## The quantity

The energy change is the free energy of a LiMgBN2 cell with its nitrogen atoms shifted sideways, less that of the undisturbed cell. Both N atoms of the cell move together by the displacement x, at right angles to the N–B–N axis, while the Li, Mg and B atoms and the cell stay fixed. Each point is a density functional calculation with the PBE functional. The force along direction is summed over the two N atoms, and its sign shows that it always points back to the centre.

LiMgBN2 (I-4m2, 5-atom cell, conventional a = 3.819, c = 8.887 Å, not relaxed at this level), with both N atoms shifted together along Cartesian [1 -1 0] and all else fixed. Ansatz 0.2.0, PBE, plane-wave PAW, scalar-relativistic, no spin polarisation, 420 eV cutoff, 8×8×8 k mesh, Gaussian smearing of 0.05 eV. Pressure is positive in compression.

```
displacement (Å)  energy change (eV a cell)  force along direction (eV/Å summed over the moved atoms)  pressure (GPa)  gap on mesh (eV)
            -0.5                      2.428                                                    10.056            2.04             1.460
           -0.25                      0.582                                                     4.749            0.02             2.274
               0                      0.000                                                     0.000           -0.30             2.604
          0.0625                      0.036                                                    -1.140           -0.28             2.586
           0.125                      0.143                                                    -2.301           -0.24             2.531
          0.1875                      0.324                                                    -3.501           -0.15             2.430
          0.3125                      0.919                                                    -6.045            0.28             2.094
           0.375                      1.338                                                    -7.377            0.69             1.894
          0.4375                      1.841                                                    -8.725            1.26             1.680
```

## One well, read by distance

A half turn about the c axis changes a shift of +x into one of −x, so only the distance from the centre matters. The two negative rows therefore fit in among the positive ones. In that order the energy rises at every step and the gap falls at every step.

The curve has a single minimum, at x = 0. In a ferroelectric oxide, shifting the right atoms off centre would first lower the energy and raise it only farther out. Here the crystal resists from the first step, at least along this line and in this fixed cell.

## How far a parabola goes

Near the centre the well should behave like a spring, with energy E = ½Kx². The smallest step gives the stiffness from its force: K = 1.140/0.0625 = 18.24 eV/Å². For a distance of 0.5 Å, a row not used to find K, this predicts E = ½ × 18.24 × 0.5² = 2.28 eV. The calculation gives 2.428 eV, so the parabola falls short by about 6 % of the computed energy.

The well thus hardens slightly. Symmetry allows the next term of the restoring force to be Qx³, with Q a second constant. The form Kx + Qx³, fitted to the forces of all nine rows, reproduces the energies within 0.01 eV when integrated. It starts a little too stiff, because the real hardening slackens at large x; the output below gives the details.

## Which neighbours push back

Since the forces in the cell balance, the pull on nitrogen reappears as opposite forces on B, Mg and Li. At the smallest step boron takes 48 % of it, and Mg and Li share the rest. The sideways motion is therefore not just the bending of an N–B–N unit: it also drags nitrogen against the surrounding metal ions.

The two parts grow differently. Divided by the distance, the force on Mg and Li together stays between 9.3 and 9.5 eV/Å², although some of their contacts with nitrogen become shorter. The force on boron, divided in the same way, rises from 8.8 to 10.8 eV/Å². The hardening of the well thus shows up on boron. These shares tell where the force arrives; they are not energies of separate bonds.

## Why the boron part hardens

The N–B–N unit has 16 valence electrons, like CO2, and such units prefer to be straight. That explains the resistance to bending from the start. The sideways shift also lengthens the B–N bonds, but only in second order: the new length is √(d² + x²), where d is the length at the centre. At 0.5 Å the bond has grown from 1.344 to 1.434 Å and the N–B–N angle has closed to 139°.

A stretched and tilted bond pulls nitrogen back sideways. Both the stretch and the tilt grow with x, so this pull is negligible at first and appears later as hardening. A crude estimate, which assigns the whole change in the force along c to the B–N bonds, gives an extra pull of about 3 eV/Å at 0.5 Å. The force on boron exceeds proportional growth by only about 1 eV/Å, so the argument gives the direction and the order of magnitude, not the size.

The same reasoning applies to a shift of nitrogen along c. One B–N bond would then shorten and the other lengthen in first order, and the well should be much steeper.

## The shrinking gap

The gap falls from 2.60 eV at the centre to 1.46 eV at 0.5 Å, roughly with the square of the distance. Bending a 16-electron unit lowers one of its empty π* levels, which would narrow the gap if that level forms the conduction edge. This is a possible cause, but the gaps alone do not identify the level, and a rise of the valence edge would narrow the gap too. PBE usually makes gaps too small, so the fall is more telling than the values themselves.

## A pressure near zero that is no rest point

At −0.25 Å the pressure is only 0.02 GPa, yet the cell is far from relaxed. It is under a tension of 3.2 GPa along c and a compression of 1.6 GPa along each of the a and b axes, and these nearly cancel in the average. Shear stresses of similar size are present too, and the pressure does not show them at all. The tension fits the stretched B–N bonds, which lie mainly along c. Anyone judging such a distorted cell should look at the separate stresses, not at the pressure alone.

Numerical output:

```
Shape, reaction forces (eV/A) and stresses (GPa):
     row  N-B-N angle deg  B-N in A    on B   on Mg   on Li  stress across c  stress along c
    -0.5            139.2     1.434   5.401   3.557   1.097            6.918          -7.724
   -0.25            158.9     1.367   2.381   1.812  0.5552            1.641          -3.232
     0.0              180     1.344       0       0       0            -0.47           0.052
  0.0625            174.7     1.346  0.5496  0.4523  0.1383           -0.331          -0.187
   0.125            169.4      1.35   1.119   0.905  0.2769             0.08          -0.875
  0.1875            164.1     1.357   1.727   1.359  0.4159            0.745          -1.931
  0.3125            153.8      1.38   3.086   2.264  0.6942            2.738          -4.621
   0.375            148.8     1.396   3.835    2.71  0.8321            4.003          -5.936
  0.4375            143.9     1.414   4.614   3.144   0.967            5.406          -7.019
Total restoring force per distance at 0.0625 in eV/A2: 18.24
Total restoring force per distance at -0.5 in eV/A2: 20.11
Part on B per distance at 0.0625 in eV/A2: 8.793
Part on B per distance at -0.5 in eV/A2: 10.8
Part on Mg and Li per distance, smallest in eV/A2: 9.309
Part on Mg and Li per distance, largest in eV/A2: 9.47
Share of B at 0.0625 in percent: 48.21
Share of B at -0.5 in percent: 53.71
Force on B at -0.5 beyond proportionality in eV/A: 1.005
Crude tilted-bond pull at -0.5 in eV/A: 2.899
Parabola energy at -0.5 in eV: 2.28
Parabola shortfall at -0.5 in eV: 0.148
fit of back on 9 rows: coefficient of dist 18.67 +/- 0.12, coefficient of x3 6.142 +/- 0.64; rms 0.0363, worst 0.375 -0.0502, leave-one-out rms 0.0703
Largest energy miss of the force fit in eV: 0.007569
Gap fall at -0.5 in eV: 1.144
Gap fall per squared distance at 0.125 in eV/A2: 4.672
Gap fall per squared distance at -0.25 in eV/A2: 5.28
Gap fall per squared distance at -0.5 in eV/A2: 4.576
```
